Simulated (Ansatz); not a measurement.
**From GeH3Br to GeBrCl3: predicting a member**

Gas-phase molecules. On one Ge centre that keeps Br, n of the H ligands are replaced by Cl. The HOMO–LUMO gap y in eV at wB97M-V/def2-TZVPP. Shapes: PBE0-D4/def2-TZVP. Programs: Ansatz 0.2.0.

```
molecule  n  y (eV)
  GeH3Br  0   11.74
GeH2BrCl  1       ?
GeHBrCl2  2   11.50
 GeBrCl3  3   11.04
```

**Question.** Fit y = c + s·n to the known rows and predict GeH2BrCl.

**Answer.** 
1. Means of the 3 rows: n = 1.66667, y = 11.427.
2. Σ(Δn)² = 4.6667, Σ(Δn·Δy) = -1.0133, so the slope is -1.0133/4.6667 = -0.21713.
3. Intercept: 11.427 − (-0.21713) × 1.66667 = 11.789. The largest residual of the fit is 0.15.
4. GeH2BrCl: 11.789 + (-0.21713) × 1 = 11.57 eV.

The run gave 11.74 eV, so the prediction is off by -0.17 eV, about the largest residual. The step per swap changes from 0.00 to -0.46 eV along the series, so a line misses the bend. Other levels give for GeH2BrCl: r2SCAN-D4/def2-TZVPP 5.96; r2SCAN0-D4/def2-TZVPP 7.96 eV. Orbital gaps aren't excitation energies, and the LUMO depends on the basis. Relativity is left out for Br, Ge.

The gap is unchanged by the first Cl and then narrows by increasing amounts, so the substituent effect is not additive and a constant increment per Cl has little physical meaning here. The likely reason is a competition between the two frontier levels. The HOMO should be mainly a Br 4p lone pair, which remains in every member and is stabilised inductively as electronegative Cl replaces H. The LUMO probably has Ge–halogen σ* character and also drops as the Ge centre becomes more electron-poor. Near-cancellation of these shifts would explain the flat start. With more Cl, mixing among the Ge–halogen σ* combinations can lower the LUMO faster than the lone-pair level, closing the gap.

The much smaller gaps from the other two functionals probably reflect their smaller share of exact exchange, especially at long range. That spread far exceeds the substituent effect, so the series supports a relative trend within one functional better than an absolute gap. Separate HOMO and LUMO energies would be needed to confirm the proposed cancellation.
